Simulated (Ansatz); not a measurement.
Band topology of K2Pt with spin–orbit coupling — Ansatz, plane waves and PAW

Space group Fm-3m (No. 225), 3 atoms in the cell of the first input below: a = 5.348 Å, b = 5.348 Å, c = 5.348 Å, α = 60.00°, β = 60.00°, γ = 60.00°.

The structure comes from the Materials Project database of computed cells (whether it is a measured phase wasn't checked), taken without relaxation; such computed volumes mostly lie a few per cent over measured ones, and more in layered crystals (pressure -0.5 GPa with this functional, without spin–orbit coupling). Functional: PBEsol.

Input:

```yaml
crystal:
  lattice:
    - [0.0, 3.7814632783, 3.7814632783]
    - [3.7814632783, 0.0, 3.7814632783]
    - [3.7814632783, 3.7814632783, 0.0]
  atoms:
    - { symbol: K, position: [0.75, 0.75, 0.75] }
    - { symbol: K, position: [0.25, 0.25, 0.25] }
    - { symbol: Pt, position: [0.0, 0.0, 0.0] }
basis:
  ecutwfc: 420
  ecutrho_ratio: 4
kpoints:
  mp_grid: { grid: [4, 4, 4] }
hamiltonian:
  xc: pbesol
scf:
  occupations: { method: gaussian, width: 0.05 }
output:
  forces: true
  stress: true
  eigenvalues: true
  populations: true
  topological_invariants: true
magnetization:
  noncollinear: true
  spin_orbit: true
```

```bash
ansatz run input.yaml --threads 4 --pin off --max-ram 9216MiB --backend cpu --events-out ev --progress --plain --runs-dir out
```

Time: 28 s on 4 threads of Arm Neoverse V2 (shared host), peak memory 0.8 GiB.

Without spin–orbit coupling the gap on a 8×8×8 mesh is 1.34 eV. With it, in a separate run (self-consistent on 6×6×6, bands on 10×10×10), a gap of 0.91 eV parts the filled from the empty bands (a gap on a mesh is an upper bound, as the edges may lie between its points, so gaps on unlike meshes don't measure the coupling's effect alone). The indices are those of the lowest 36 bands, and their direct separation from the next band is open.

Odd-parity bands among them at the eight time-reversal-invariant momenta (inversion centre at 0.000 0.000 0.000):

```
          k  odd bands
0.0 0.0 0.0         14
0.0 0.0 0.5         14
0.0 0.5 0.0         14
0.0 0.5 0.5         14
0.5 0.0 0.0         14
0.5 0.0 0.5         14
0.5 0.5 0.0         14
0.5 0.5 0.5         14
```

What are the Z2 indices by the rule of Fu and Kane?

Each Kramers pair counts once, so δ = (−1)^(odd bands / 2): −, −, −, −, −, −, −, −. The product of all eight gives ν0, the products over the planes k_i = 1/2 the weak indices: (0;000). The Wilson-loop planes give (0;000).

The cell is scaled in volume by 0.96 and 1.05 with the atoms carried along. Do the indices change?

No.

```
volume ratio  pressure with spin–orbit coupling (GPa)  smallest direct separation sampled (eV)             at k  separation       Z2
        0.96                                      0.2                                    1.057  0.00 0.00 -0.50        open  (0;000)
        1.00                                     -0.5                                    0.993  0.00 0.00 -0.50        open  (0;000)
        1.05                                     -1.1                                    0.910  0.00 0.00 -0.50        open  (0;000)
```

Caveats: Kohn–Sham gaps are too small; Z2 indices don't see topology that rests on crystal symmetry, and an even number of inversions cancels.

K2Pt comes out as an ordinary insulator in the Z2 sense: the odd-band count is 14 at every invariant momentum, so the filled manifold shows no net parity exchange between them. This is the count expected of an ionic limit with K cations and a platinide anion. The K semicore states form even and odd combinations in equal number, the Pt semicore p shell is odd, and the filled Pt d and s shells are even. Relativistic stabilisation of the Pt s shell favours such an anion. Strong spin–orbit coupling on Pt therefore doesn't by itself make the bands topological; that would need an inversion of opposite-parity states across the gap.

The smallest sampled direct separation falls steadily on expansion, from 1.057 to 0.910 eV, probably because the electrostatic potential difference between cation and anion sites weakens and the more extended empty states are less confined. The pressure changes sign between the two smaller cells, so the zero-pressure volume lies within the range found trivial. Dynamical stability of the structure remains untested.
